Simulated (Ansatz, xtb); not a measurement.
Two isomers of C2H10GeSi

We compare a, `[CH3][GeH]([CH3])[SiH3]`, a singlet, with b, `C[SiH2][GeH2][CH3]`, a singlet. Both are isolated molecules in the gas phase, relaxed with PBE0-D3(BJ)/def2-SVP, each in the lowest conformer that the search found.

**Question.** Estimate which is lower in electronic energy at CCSD(T)/def2-SVP + ΔMP2/def2-TZVPP, and by roughly how much.

**Answer.** The CCSD(T)/def2-SVP + ΔMP2/def2-TZVPP calculation puts structure b lower, by 0.060 eV.

The same difference at several levels:

```json
{"level": "GFN2-xTB", "geometry": "GFN2-xTB", "E(b) − E(a) (eV)": "+0.058", "departure from the last row (eV)": "+0.118", "job, with rough time for the two": "optimisation, 0.12 s"}
{"level": "HF/STO-3G", "geometry": "GFN2-xTB", "E(b) − E(a) (eV)": "−0.103", "departure from the last row (eV)": "−0.043", "job, with rough time for the two": "single point, 0.36 s"}
{"level": "r2SCAN-D4/def2-SVP", "geometry": "GFN2-xTB", "E(b) − E(a) (eV)": "−0.111", "departure from the last row (eV)": "−0.051", "job, with rough time for the two": "single point, 2.5 s"}
{"level": "PBE0-D3(BJ)/def2-SVP", "geometry": "PBE0-D3(BJ)/def2-SVP", "E(b) − E(a) (eV)": "−0.113", "departure from the last row (eV)": "−0.053", "job, with rough time for the two": "optimisation, 23 s"}
{"level": "HF/def2-SVP", "geometry": "PBE0-D3(BJ)/def2-SVP", "E(b) − E(a) (eV)": "−0.112", "departure from the last row (eV)": "−0.052", "job, with rough time for the two": "part of the CCSD(T) run"}
{"level": "MP2/def2-SVP", "geometry": "PBE0-D3(BJ)/def2-SVP", "E(b) − E(a) (eV)": "−0.082", "departure from the last row (eV)": "−0.022", "job, with rough time for the two": "part of the CCSD(T) run"}
{"level": "CCSD(T)/def2-SVP", "geometry": "PBE0-D3(BJ)/def2-SVP", "E(b) − E(a) (eV)": "−0.086", "departure from the last row (eV)": "−0.026", "job, with rough time for the two": "single point"}
{"level": "CCSD(T)/def2-SVP + ΔMP2/def2-TZVPP", "geometry": "PBE0-D3(BJ)/def2-SVP", "E(b) − E(a) (eV)": "−0.060", "departure from the last row (eV)": "", "job, with rough time for the two": "single point, 26 s"}
```

As drawn, b has 1 C–Si, 1 Ge–H in place of 1 C–Ge, 1 Si–H.

GFN2-xTB puts the two in the other order. The largest departure from CCSD(T)/def2-SVP + ΔMP2/def2-TZVPP is that of GFN2-xTB, 0.118 eV. The last row adds to CCSD(T) the change of the MP2 difference between the two basis sets, here +0.026 eV.

With thermal terms from frequencies at re-optimised GFN2-xTB minima (ideal gas, soft modes damped towards free rotors, one conformer each, 298.15 K, 1 atm): on the last row, ΔE + ΔZPE = −0.047, ΔH = −0.055, ΔG = −0.051 eV.

The correlated steps freeze 16 core orbitals; the filled d shell of Ge is correlated, in a basis made for valence electrons. Programs: Ansatz 0.2.0, xtb 6.7.1; the last row on 2 threads of Intel(R) Xeon(R) 6975P-C (Granite Rapids) on a shared host.

Structure b is favoured, but only slightly, because the isomers differ by an exchange of partners: the methyl group moves from germanium to silicon and a hydrogen goes the other way. Silicon binds both carbon and hydrogen more strongly than germanium does, so the gain from C–Si is largely offset by the loss of Si–H. The sign suggests that the carbon preference wins, helped by the greater polarity of the bond to the more electropositive silicon. Branching at germanium in a also changes, so the difference isn't a pure measure of bond strengths.

Every level except GFN2-xTB favours b. In the small basis, correlation trims the Hartree–Fock preference from −0.112 to −0.086 eV, probably because the more compact a gains more from dispersion between its substituents. MP2 slightly overshoots this shift, reaching −0.082 eV, and enlarging the basis narrows the gap by a similar amount again. Thermal terms leave the order intact, but a free-energy difference of −0.051 eV would still leave a noticeable minority of a at equilibrium between these two conformers.
